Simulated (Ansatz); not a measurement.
Ligand exchange: Ge(CH3)Cl3 + C3H6Cl2 → GeH(CH3)Cl2 + C3H5Cl3

Species: Ge(CH3)Cl3 (trichloro(methyl)germane), singlet; C3H6Cl2 (1,3-dichloropropane) `ClCCCCl`, singlet; GeH(CH3)Cl2, singlet; C3H5Cl3 (1,2,3-trichloropropane) `ClCC(Cl)CCl`, singlet. The partners trade Cl for H: Ge–Cl and C–H bonds give way to Ge–H and C–Cl.

Shapes, held fixed at every level: PBE0-D4/def2-TZVP. Flexible molecules stand in one conformer, not always the lowest. Programs: Ansatz 0.2.0. The zero-point and thermal change to 298 K, harmonic and unscaled (PBE0-D4/def2-TZVP), is -8.3 kJ/mol.

Q: Estimate ΔH(298 K) of this reaction.

A: The highest level, CCSD(T)/def2-TZVPP, gives ΔH(298 K) = +127.7 kJ/mol; the levels span +116.2 to +141.1. The column of differences is taken from that level and isn't an error. No measured value is set beside it here. Relativity is left out for Ge unless named. Correlated rows may include outer-core shells of Ge, which these sets cover unevenly.

```tsv
level	kind	ΔH(298 K) (kJ/mol)	less CCSD(T)/def2-TZVPP
HF/def2-TZVPP	Hartree–Fock	+141.1	+13.4
SPW92/def2-TZVPP	LDA	+116.2	-11.5
B3LYP-D4/def2-TZVPP	global hybrid	+130.5	+2.8
wB97M-V/def2-TZVPP	range-separated hybrid	+128.3	+0.6
B2PLYP/def2-TZVPP	double hybrid	+131.3	+3.6
CCSD(T)/def2-SVP	coupled cluster or CI	+125.9	-1.8
CCSD/def2-SVP	coupled cluster or CI	+128.0	+0.3
CCSD(T)/def2-TZVPP	coupled cluster or CI	+127.7	0.0
```

Chlorine strongly prefers germanium and hydrogen prefers carbon: every level makes the exchange as written clearly endothermic. The Ge–Cl bond is strengthened by the large electronegativity difference, whereas Ge–H is weaker than C–H because the diffuse germanium valence orbitals overlap less well with hydrogen 1s. The reaction therefore gives up the better pairing on both sides, in line with the familiar use of germanium hydrides to reduce alkyl chlorides. The negative vibrational contribution fits the replacement of a stiff C–H oscillator by a softer Ge–H one, but is far too small to offset the bond energies.

Because the bond types are not conserved, correlation errors cancel only partly. Hartree–Fock overestimates the cost relative to the highest level and LDA underestimates it, while the hybrids and the double hybrid stay close. The near-coincidence of CCSD/def2-SVP with that level probably reflects compensation, since omitting triples raises the value and the smaller basis lowers it. The endothermicity sets an approximate lower limit on the forward barrier, but does not give the height of the reverse barrier.
